A dipole moment measures how far the centres of positive and negative charge in a molecule lie apart, multiplied by the amount of charge. Here it was computed from the positions of the nuclei and the ground-state electron density, at one fixed geometry per molecule, with the simple density functional LDA, seven more elaborate functionals and Hartree-Fock theory. The errors are computed less measured values, so a negative error means that the molecule comes out less polar than measured.

Gas-phase dipole moments of P₄, BF₃, AlH₃, C₂ClF₃, HCCF, HSiCl₃, HB(NH₂)₂, BH, BH₃CO, CH₃F, GeH₃Cl and CH₃CClF₂, computed with PySCF 2.14.0 using eight density functionals and Hartree-Fock (def2-SVPD basis, density fitting, PBE0-D3(BJ)/def2-SVP geometries). Errors are computed minus measured values. Cases are given as SMILES, and exact-exchange shares are rounded to whole per cent.

| level | class | exact exchange, short range (%) | exact exchange, long range (%) | mean signed error (D) | mean absolute error (D) | largest error (D) | case of the largest error | cases too high | slope of computed against reference |
| --- | --- | --- | --- | --- | --- | --- | --- | --- | --- |
| LDA | LDA | 0 | 0 | -0.06 | 0.16 | -0.69 | [BH3-]C#[O+] | 5 | 0.951 |
| PBE | GGA | 0 | 0 | -0.07 | 0.15 | -0.51 | [BH3-]C#[O+] | 4 | 0.949 |
| B3LYP | global hybrid | 20 | 20 | -0.02 | 0.11 | -0.39 | [BH3-]C#[O+] | 5 | 0.980 |
| PBE0 | global hybrid | 25 | 25 | -0.01 | 0.12 | -0.39 | [BH3-]C#[O+] | 6 | 0.986 |
| BHandHLYP | global hybrid | 50 | 50 | 0.05 | 0.11 | 0.36 | [BH] | 8 | 1.020 |
| CAM-B3LYP | range-separated | 19 | 65 | 0.02 | 0.10 | 0.35 | [BH] | 5 | 1.010 |
| LC-wPBE | range-separated | 0 | 100 | 0.05 | 0.10 | 0.41 | [BH] | 6 | 1.042 |
| wB97X-D | range-separated | 22 | 100 | 0.01 | 0.11 | 0.38 | [BH] | 5 | 1.013 |
| HF | Hartree-Fock | 100 | 100 | 0.11 | 0.13 | 0.49 | [BH] | 8 | 1.071 |

The mean signed error is negative for LDA and PBE, close to zero for B3LYP and PBE0, and clearly positive for Hartree-Fock. Read alone, it suggests that a hybrid such as PBE0, with an error of −0.01 D, has solved the problem. The mean absolute error of 0.12 D contradicts this: the individual misses are still there, and they cancel in the average.

Theory gives a different likely reason for the failure at each end of the series; the runs themselves give only the resulting dipoles. In PBE an electron partly repels itself, because the approximate exchange does not fully remove this spurious interaction. The density can lower its energy by spreading out, and charge that should stay on one atom leaks to its neighbours. In fluoroacetylene the computed density makes fluorine the negative end, while its lone pairs donate some charge back into the triple bond. Too much of this donation makes the dipole too small, and PBE does fall short of the measured value by 0.24 D.

Hartree-Fock removes the self-repulsion but leaves out electron correlation. Correlation mixes in configurations in which electrons occupy antibonding orbitals, and these usually lean towards the less electronegative atom. Without them, charge stays too firmly on the electronegative side and bonds become too polar. Fluoroacetylene then comes out 0.19 D too high, almost the mirror image of the PBE result.

The two means together reveal how much cancellation occurs. If $P$ is the sum of all overestimates and $N$ the sum of all underestimates over $n$ molecules, the mean signed error is $(P-N)/n$ and the mean absolute error is $(P+N)/n$. Adding and subtracting them gives $P$ and $N$ separately. For PBE0 with its 12 molecules they are 0.66 D and 0.78 D, each uncertain by about 0.06 D because the means are rounded. The signed error is small because these two sums nearly cancel before their difference is divided by the number of molecules.

The same separation shows what exact exchange does. From PBE to PBE0, which differ only in the exchange, the underestimates shrink from 1.32 D to 0.78 D, while the overestimates grow from 0.48 D to 0.66 D. In Hartree-Fock, which also drops the correlation functional, they reach 0.12 D and 1.44 D. Underestimates give way to overestimates, which is why the mean absolute error changes far less than the signed one between PBE and Hartree-Fock. A signed error near zero marks a balance of signs, not necessarily of the two causes above: PBE has its 0.48 D of overestimates without any exact exchange.

A simple picture of a hybrid follows from this. If replacing a fraction $a$ of the approximate exchange by exact exchange shifts the density in proportion, the dipole moment $\mu$ should move the same fraction of the way between the two ends:

$$\mu(a)=\mu_{\mathrm{PBE}}+a\,(\mu_{\mathrm{HF}}-\mu_{\mathrm{PBE}}).$$

For fluoroacetylene the ends are 0.486 D and 0.923 D. PBE0 has $a=0.25$, so the estimate is $0.486+0.25\times(0.923-0.486)=0.595$ D. The PBE0 calculation gives 0.640 D; it was not used in the estimate. The direction is right, but the dipole has moved about 35% of the way instead of 25%.

HSiCl₃ and C₂ClF₃ also move about 36% of the way in PBE0, so the straight line fails in the same way for all three. At least two causes are possible, and these runs do not separate them. The density readjusts to its own field, so it need not respond in proportion. The upper end of the line also differs from PBE in two respects, since Hartree-Fock drops the correlation functional as well. The printed output after this text lists the fractions for every level.

For functionals that differ from PBE in more than a fixed share of exact exchange, a single fraction fails altogether. B3LYP, built on other exchange and correlation functionals, has moved about 55% of the way for C₂ClF₃ but 31% for HSiCl₃. LC-wPBE, which uses different shares of exact exchange at short and long distance, has moved about 33% and 69%. The change in length therefore depends on the molecule and on the rest of the functional, not on the share of exact exchange alone. In C₂ClF₃ the dipole can also turn within the molecular plane, which a comparison of lengths does not show. The label "100% at long range" does not fix the dipole moment.

These molecules also show why no common share of exact exchange can repair the whole set. Fluoroacetylene passes through its measured value between PBE0 and BHandHLYP. HSiCl₃ is too polar at every level, and C₂ClF₃ is not polar enough at any level, Hartree-Fock included. A miss that keeps its sign through all nine rows may come from something the rows share, such as the modest basis set, the geometry, the neglect of vibration or the measured value itself; the calculations do not separate these possibilities.

The averages also rest heavily on two boron compounds. The largest error of LDA, PBE, B3LYP and PBE0 belongs to the adduct of borane with carbon monoxide, which comes out too low; in the other five rows it belongs to BH, which comes out too high. In each row this one molecule supplies between a third and just over half of the errors of its sign. Without the adduct, the mean signed error of LDA would shrink from −0.06 D to practically zero. The negative bias of LDA is therefore a statement about one molecule more than about the set.

BH is a hard case for a known reason. The 2s and 2p levels of boron lie close together, and correlation moves part of the lone pair from an orbital pointing away from hydrogen into p orbitals centred on boron, which lowers the dipole. Hartree-Fock lacks this effect and overshoots by 0.49 D. The four density functionals with BH as their worst case still overshoot by 0.35 to 0.41 D, which fits the known difficulty of common functionals with levels that lie so close together. Some of each miss may belong to the reference: accurate calculations give, as a rough recalled value, 1.4 D instead of the measured 1.27 D. Hartree-Fock would still be about 0.36 D too high.

For practical use, the signed error should be read beside the absolute one, and both against the molecules that carry a dipole at all. Three of the twelve have none by symmetry, and every method gets them right. Over the nine polar ones the mean absolute error of PBE0 is 0.16 D, not 0.12 D. Nor does agreement between functionals guarantee agreement with experiment: for C₂ClF₃, PBE0, LC-wPBE and wB97X-D agree to within 0.01 D, yet all three lie about 0.2 D below the measured value.

The analysis program printed:

```
Errors split by sign:
        row  sum of overestimates (D)  sum of underestimates (D)  largest error in % of the sum on its side  mean signed error without that case (D)  mean absolute error of the 9 polar cases (D)
        LDA                       0.6                       1.32                                      52.27                                -0.002727                                        0.2133
        PBE                      0.48                       1.32                                      38.64                                    -0.03                                           0.2
      B3LYP                      0.54                       0.78                                         50                                  0.01364                                        0.1467
       PBE0                      0.66                       0.78                                         50                                  0.02455                                          0.16
  BHandHLYP                      0.96                       0.36                                       37.5                                  0.02182                                        0.1467
  CAM-B3LYP                      0.72                       0.48                                      48.61                                    -0.01                                        0.1333
    LC-wPBE                       0.9                        0.3                                      45.56                                  0.01727                                        0.1333
    wB97X-D                      0.72                        0.6                                      52.78                                 -0.02364                                        0.1467
         HF                      1.44                       0.12                                      34.03                                  0.07545                                        0.1733
Errors of three molecules:
        row  fluoroacetylene (D)  HSiCl3 (D)  C2ClF3 (D)
        LDA               -0.193     0.06154     -0.2119
        PBE              -0.2435     0.02273      -0.261
      B3LYP             -0.08098     0.08929     -0.1699
       PBE0             -0.09013      0.1006     -0.2017
  BHandHLYP              0.07045      0.1664     -0.1044
  CAM-B3LYP             -0.01654      0.1339     -0.1481
    LC-wPBE             -0.02316      0.1716     -0.2056
    wB97X-D             -0.05401       0.136     -0.2092
         HF               0.1929      0.2387    -0.09411
Way from PBE to HF in %:
        row  slope  fluoroacetylene  HSiCl3  C2ClF3
        LDA  1.639            11.58   17.97   29.43
        PBE      0                0       0       0
      B3LYP  25.41            37.24   30.81   54.59
       PBE0  30.33            35.15   36.07   35.53
  BHandHLYP   58.2            71.94   66.49   93.82
  CAM-B3LYP     50            52.01   51.48   67.65
    LC-wPBE  76.23            50.49   68.94   33.16
    wB97X-D  52.46            43.42   52.45   31.03
         HF    100              100     100     100
Rise of the summed overestimates from PBE to HF (D): 0.96
Fall of the summed underestimates from PBE to HF (D): 1.2
HF error for BH against a rough 1.4 D (D): 0.36
Change of every mean signed error by that other BH reference (D): -0.01083
```
